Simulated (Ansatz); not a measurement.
## GdN: the change of energy less free atoms and pressure with volume per atom

Results calculated with Ansatz 0.2.0, not measured. Periodic Kohn-Sham DFT of a crystal at fixed atoms; pressure and stress are positive in compression; the energy is the free energy less that of spherical unpolarised free atoms; site moments are those in the method's own spheres, positive along +z.

Cell of the first row (space group Fm-3m, No. 225):
```
GdN
1.0
      0.0000     2.4581     2.4581
      2.4581     0.0000     2.4581
      2.4581     2.4581     0.0000
Gd N
1 1
Direct
  0.00000 0.00000 0.00000
  0.50000 0.50000 0.50000
```

Settings of every row: method all-electron LAPW; functional PBE; relativity scalar; k mesh 15x15x15; filling fermi-dirac; smearing width 0.05 eV; basis error target 0.25 meV/atom; nucleus gaussian.

Atom:
| element | start moment (bohr magneton) |
| --- | --- |
| Gd | 7 |
| N | 0 |

Limits: no spin-orbit coupling on heavy atoms; open f shell, the state may not be the lowest; the cell comes from a prototype or a list of computed structures and needn't be the stable phase; with one magnetic atom in the cell only parallel moments are possible.

| row | volume per atom (Å³) | energy less free atoms (eV/atom) | pressure (GPa) |
| --- | --- | --- | --- |
| 1 | 14.853 | ? | ? |
| 2 | 15.162 | -12.8101 | 3.138 |
| 3 | 15.472 | -12.8131 | 0.045 |
| 4 | 15.781 | -12.8105 | -2.747 |
| 5 | 16.091 | -12.8027 | -5.267 |

Cell moment is 7 bohr magneton in every row.

Question: what energy less free atoms and pressure should row 1 give?

Worked fit of energy less free atoms. Take u = (V_r/V)^(2/3) − 1 with V_r = 15.627 Å³ an atom, which is twice the finite (Eulerian) strain; such expansions in the strain, on which the Birch-Murnaghan equation of state is built, carry the rest volume and the bulk modulus. The shown rows have u = 0.02034, 0.00667, -0.00652, -0.01932. Least squares give energy less free atoms = −12.81247 − 0.2023 × u + 15.679 × u² eV/atom; a straight line predicts inner rows, each left out in turn, worse (root mean square 0.0039 against 4.1e-05 eV/atom). All shown rows lie on it to the printed digit. The withheld row has u = 0.03445, so the fit gives −12.81247 − 0.2023 × (0.03445) + 15.679 × (0.03445)² = -12.8008 eV/atom.

The calculation gave -12.8008 eV/atom. The fit meets it to the printed digit. This row lies beyond the range of the fit.

Worked fit of pressure. Take u = (V_r/V)^(2/3) − 1 with V_r = 15.627 Å³ an atom, which is twice the finite (Eulerian) strain; such expansions in the strain, on which the Birch-Murnaghan equation of state is built, carry the rest volume and the bulk modulus. The shown rows have u = 0.02034, 0.00667, -0.00652, -0.01932. Least squares give pressure = −1.391 + 211.383 × u + 555.74 × u² GPa; a straight line predicts inner rows, each left out in turn, worse (root mean square 0.14 against 0.0031 GPa). The rows lie off it by 0.000, 0.001, -0.001, 0.000. The withheld row has u = 0.03445, so the fit gives −1.391 + 211.383 × (0.03445) + 555.74 × (0.03445)² = 6.551 GPa.

The calculation gave 6.565 GPa. The fit lies 0.014 GPa (0.12 % of the column's range) below it; its largest miss of a shown row is 0.001 GPa. This row lies beyond the range of the fit.
